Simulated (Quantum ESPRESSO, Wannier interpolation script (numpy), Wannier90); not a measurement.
# Intrinsic spin Hall conductivity of fcc Rh and Ir against electron count: rigid-band shifts in PBE with spin-orbit coupling

Metals of one group and one crystal structure are usually expected to share one curve of spin Hall conductivity against electron count, with the heavier metal giving the larger values. The rule matters for spin-orbit torque devices, where alloying is used to move the Fermi energy towards a large spin current. We test it on fcc Rh and Ir by shifting the Fermi energy from −0.9 to +0.9 eV about its own value in each metal, with the bands held fixed. The conductivity is the intrinsic part only, in (ħ/e) S/cm, and the two metals are compared at equal numbers of valence electrons per atom. Scattering contributions, which can have either sign in real samples, are not included.

## Computational details

Rh, Ir in the fcc structure. No moment is started, so time reversal holds. Cells are taken as tabulated and nothing is relaxed. Quantum ESPRESSO 7.5: PBE, spinors with spin-orbit coupling, fully relativistic PseudoDojo norm-conserving potentials, cutoffs of 925 to 1197 eV, Fermi-Dirac occupations of width 0.05 eV, self-consistency on meshes of coarsest spacing 0.24 1/Å; Wannier functions by Wannier90 4.0.3 from projections on atomic valence orbitals with subspace selection. The Kubo sum over the interpolated Hamiltonian runs on 144 points per direction (geometric mean) with Fermi-Dirac occupations at 100 to 300 K, by one script for all rows. The rows are a selection from curves computed every 0.05 eV. Left out of the table: Ir level 0, Ir level 1, Rh level 0, Rh level 1 (not used here).

Notes on method and selection:

- Only the intrinsic (Berry curvature) part is computed; side-jump and skew scattering in samples add terms of either sign.
- The sum mesh and the Wannier model were checked at the unshifted Fermi energy only (value steady within 10 % plus 20 units); sharp features elsewhere can be off by as much.
- The models are bound to the bands of the direct run, on the Wannier mesh, up to 4 eV above the Fermi energy (frozen window); no row lies beyond.
- Steps of 0.3 eV pass over narrow peaks, so neighbouring rows do not fix the value between them.
- Moving the Fermi energy in a fixed Hamiltonian mimics alloying or gating only while the bands, and in magnets the exchange splitting, stay put.
- Over the range of its rows the full curve of Rh has its lowest value, -60, at -0.90 eV and its highest, 1477, at +0.25 eV.
- Over the range of its rows the full curve of Ir has its lowest value, -374, at -0.90 eV and its highest, 1947, at +0.90 eV.
- Where a crystal has several Wannier models, the one on the densest mesh is listed; crystals whose models disagree by over 15 % plus 25 to 40 units, or whose interpolated bands miss the direct run by over 0.04 eV r.m.s., are left out.
- Runs that did not converge, have known faults or may not be shown are not listed, and runs on Ansatz's PAW sets soft_1 and soft_2 are kept to separate tables.

Columns:

- electrons per atom: valence electrons per atom (group numbers as tabulated) plus the electrons that the shift adds, from the integrated density of states of the model; it stays level across a band gap.
- Fermi energy shift (eV): shift of the Fermi energy from its own value, at rigid bands (positive: electrons added).
- DOS per atom (states/eV): density of states at the shifted Fermi energy per atom, both spins, from the interpolated bands; zero in a band gap.
- spin Hall conductivity ((ħ/e) S/cm): intrinsic spin Hall conductivity at the shifted Fermi energy: spin along z, spin current along x, electric field along y; z is the main symmetry axis (any cube axis in cubic crystals); spin current defined as {s_z, v_x}/2.

Input lines of one member:

```
&control
&system
  ibrav = 0, nat = 1, ntyp = 1
  ecutwfc = 88
  occupations = 'smearing', smearing = 'fd', degauss = 0.003675
  nbnd = 29
  noncolin = .true., lspinorb = .true.
&electrons
  conv_thr = 1e-09, mixing_beta = 0.4, mixing_mode = 'plain', electron_maxstep = 100
 12 12 12 0 0 0
```

Command (options for logging and memory left out): `OMP_NUM_THREADS=1 mpirun -n 4 pw.x -nk 4 -in scf.in > scf.out`

## The series

```
member             crystal   electrons per atom  Fermi energy shift (eV)  DOS per atom (states/eV)  spin Hall conductivity ((ħ/e) S/cm)
Rh, shift −0.9 eV  Rh (fcc)  7.91                −0.9                     1.34                      −60
Rh, shift −0.6 eV  Rh (fcc)  8.28                −0.6                     1.19                      164
Rh, shift −0.3 eV  Rh (fcc)  8.64                −0.3                     1.17                      409
Rh, shift +0 eV    Rh (fcc)  9.00                0.0                      1.28                      978
Rh, shift +0.3 eV  Rh (fcc)  9.43                0.3                      1.72                      1459
Rh, shift +0.6 eV  Rh (fcc)  10.05               0.6                      1.90                      ?
Rh, shift +0.9 eV  Rh (fcc)  10.42               0.9                      0.83                      634
Ir, shift −0.9 eV  Ir (fcc)  8.23                −0.9                     0.88                      −374
Ir, shift −0.6 eV  Ir (fcc)  8.49                −0.6                     0.84                      ?
Ir, shift −0.3 eV  Ir (fcc)  8.74                −0.3                     0.86                      0
Ir, shift +0 eV    Ir (fcc)  9.00                0.0                      0.86                      270
Ir, shift +0.3 eV  Ir (fcc)  9.29                0.3                      1.06                      666
Ir, shift +0.6 eV  Ir (fcc)  9.65                0.6                      1.55                      1114
Ir, shift +0.9 eV  Ir (fcc)  10.10               0.9                      1.28                      1947
```

Cells marked ? are withheld until the estimate has been made.

## Why the values move as they do

The curves do not fall together. At 9.00 electrons, the unshifted filling of both metals, Rh has 978 and Ir only 270, a ratio of 978 / 270 = 3.6 in favour of the lighter metal. Near 10 electrons the order is reversed: Ir reaches 1947 at 10.10, above the highest value of the Rh curve in this range, 1477. No single scale factor for the strength of spin-orbit coupling can turn one curve into the other.

What the metals share is a rise from negative to positive values as the d shell fills. Its mean slope is (1459 + 60) / (9.43 − 7.91) = 999 per electron in Rh and (1947 + 374) / (10.10 − 8.23) = 1241 per electron in Ir. The main difference on this flank is a displacement. Ir has 666 at 9.29 electrons, while Rh, interpolated between its rows, passes that value at 8.64 + 0.36 × (666 − 409) / (978 − 409) = 8.80, about half an electron earlier.

Theory gives a reason for the failure of simple scaling. The intrinsic conductivity comes mainly from pairs of d bands that lie close together with the Fermi energy between them, and each pair contributes roughly as 1/(energy separation)². Weak spin-orbit coupling adds a spin Hall response in proportion to its strength. In a 5d metal the coupling is strong enough to rearrange the bands themselves: it widens the small gaps and moves the fillings at which they contribute. The 5d bands are also wider, as the lower density of states of Ir at 9.00 electrons suggests (0.86 against 1.28 states/eV), and this may add to the displacement; the table cannot separate the two effects. The intrinsic orbital Hall conductivity, computed from the same models but not tabled, is much closer between the two metals at the unshifted Fermi energy. This suggests that they differ less in the orbital current than in how spin-orbit coupling converts it into a spin current.

For alloy design, the position of the Fermi energy on the curve therefore matters as much as the atomic weight. This reading holds only as far as alloying leaves the bands in place.

## Prediction

Plain estimates from the members shown:

- Ir, shift −0.6 eV (Ir (fcc)), straight-line interpolation between Ir, shift −0.9 eV and Ir, shift −0.3 eV: w = (8.49 − 8.23) / (8.74 − 8.23) = 0.510, so −374 + 0.510 × (0 − (−374)) = −183 (ħ/e) S/cm
- Rh, shift +0.6 eV (Rh (fcc)), straight-line interpolation between Rh, shift +0.3 eV and Rh, shift +0.9 eV: w = (10.05 − 9.43) / (10.42 − 9.43) = 0.626, so 1459 + 0.626 × (634 − 1459) = 942 (ħ/e) S/cm

For Ir at −0.6 eV we keep the straight line in electron count, −183. The density of states is nearly flat here (0.88, 0.84 and 0.86 states/eV from −0.9 to −0.3 eV), which gives no reason for a correction. Applied to the six shown rows that have both neighbours shown, the same line misses by 93 r.m.s., which we take as the error.

For Rh at +0.6 eV a straight line is likely to be too low, because the curve has only just passed its maximum. It falls from 1477 at +0.25 eV to 1459 at +0.3 eV, a slope of −18 / 0.05 = −360 per eV, whereas the mean slope from there to +0.9 eV is (634 − 1459) / 0.6 = −1375 per eV. The fall must steepen later. A parabola in energy through these three points adds a curvature term to the midpoint:

(1459 + 634) / 2 + 0.09 × (1375 − 360) / 0.65 = 1187.

Here 0.09 is the product of the distances to the two outer rows, 0.3 × 0.3 = 0.09, and 0.65 is the span 0.9 − 0.25 = 0.65. The curvature term alone is 0.09 × (1375 − 360) / 0.65 = 141.

On the other side of the maximum, the parabola through −0.3, +0.25 and +0.3 eV can be tested at zero shift. Its first two points lie 0.25 + 0.3 = 0.55 eV apart, and the product of their distances from zero shift is 0.3 × 0.25 = 0.075. The parabola gives 409 + 0.3 × (1477 − 409) / 0.55 + 0.075 × ((1477 − 409) / 0.55 + 360) / 0.6 = 1279, against 978 in the table. That miss, 1279 − 978 = 301, is about as large as the curvature term there, 0.075 × ((1477 − 409) / 0.55 + 360) / 0.6 = 288. Scaled to the smaller term used here, the error is 301 × 141 / 288 = 147. It rests on one test and is correspondingly rough.

**Committed estimate, Ir, shift −0.6 eV (Ir (fcc)): spin Hall conductivity = −180 ± 90 (ħ/e) S/cm.**  
**Committed estimate, Rh, shift +0.6 eV (Rh (fcc)): spin Hall conductivity = 1190 ± 150 (ħ/e) S/cm.**

## How the estimate fared

```
member             crystal   electrons per atom  Fermi energy shift (eV)  DOS per atom (states/eV)  spin Hall conductivity ((ħ/e) S/cm)
Rh, shift +0.6 eV  Rh (fcc)  10.05               0.6                      1.90                      1205
Ir, shift −0.6 eV  Ir (fcc)  8.49                −0.6                     0.84                      −198
```

```
member                        estimate       spin Hall conductivity ((ħ/e) S/cm)  computed  estimate − computed  miss in error bars
Ir, shift −0.6 eV (Ir (fcc))  committed      −180                                 −198      +18                  0.2
Ir, shift −0.6 eV (Ir (fcc))  interpolation  −183                                 −198      +15
Rh, shift +0.6 eV (Rh (fcc))  committed      1190                                 1205      −15                  0.1
Rh, shift +0.6 eV (Rh (fcc))  interpolation  942                                  1205      −263
```

Both estimates fall well inside their error bars. For Ir at −0.6 eV the committed −180 misses the computed −198 by 18; it is the straight line itself, rounded. The flat density of states was a weak reason for trusting that line, since it does not fix the curvature of the conductivity.

For Rh at +0.6 eV the committed 1190 misses 1205 by 15, against 263 for the straight line in electron count. The argument that the fall beyond the maximum steepens held. The parabola itself is less secure than this suggests, because the same construction missed the unshifted row by 301. Our error bar also contained a slip: the curvature term in that trial, taken from the same kind of chord as in the estimate, is 0.09 × ((1477 − 409) / 0.55 + 360) / 0.6 = 345 and not 288, which gives 301 × 141 / 345 = 123 instead of 147.

The new Rh value confirms the reversal near 10 electrons, where Ir is higher by a factor of 1947 / 1205 = 1.6. It fits a spin-orbit coupling that reshapes the curve as well as scaling it, but interpolation within one metal is no test of that mechanism.

## Residuals

A common line through all 14 rows, roughly 590 + 690 × (electrons per atom − 9.09), leaves an r.m.s. residual of about 410, so it describes the two metals poorly. Three rows lie farthest from it.

Rh at +0.9 eV is about 880 below the line. The density of states has dropped from 1.90 to 0.83 states/eV since the row before, as expected when the Fermi energy leaves the top of the d bands. Fewer close pairs of d bands should then have the Fermi energy between them, which is a likely reason for the low conductivity.

Ir at +0.9 eV is about 660 above the line. Its density of states is still 1.28 states/eV, so the d bands still contribute, and the stronger spin-orbit coupling of a 5d metal may raise their contribution at this filling. A mesh error of the size allowed in the checks, 0.10 × 1947 + 20 = 215, would not remove the departure. The subspace selection for the Ir Wannier functions stopped before it had converged, but the interpolated bands follow the direct run closely.

Rh at +0.3 eV is about 640 above the line because it sits beside the maximum of the Rh curve, which Ir has not reached at the same electron count. The higher occupation temperature used for Rh would normally blunt such a maximum, so it is an unlikely cause of the excess.

## Closing remarks

Electron count alone does not bring the two curves together. On the rising flank Ir reaches a given conductivity roughly 0.4 to 0.8 electrons later than Rh. Straight-line interpolation between neighbouring rows misses by at most about 160 on the rising flanks, but by about 390 and 260 at the Rh rows at +0.3 and +0.6 eV, where the curve bends over.

For Ir just above its own filling, the slope is (666 − 270) / (9.29 − 9.00) = 1366 per electron. Replacing 1 % of the atoms by ones with one more valence electron would thus add about 14 (ħ/e) S/cm, provided the bands stay rigid.

Of the omitted effects, skew scattering is likely to matter most in very clean samples, because it grows with the electrical conductivity. It can have either sign, so a measured value need not follow the intrinsic curve.

[Logs are printed without paths, hosts, clocks, repeated set-up lines and the standing remarks that a program may print on its own settings, such as how far it seeks lower states.]
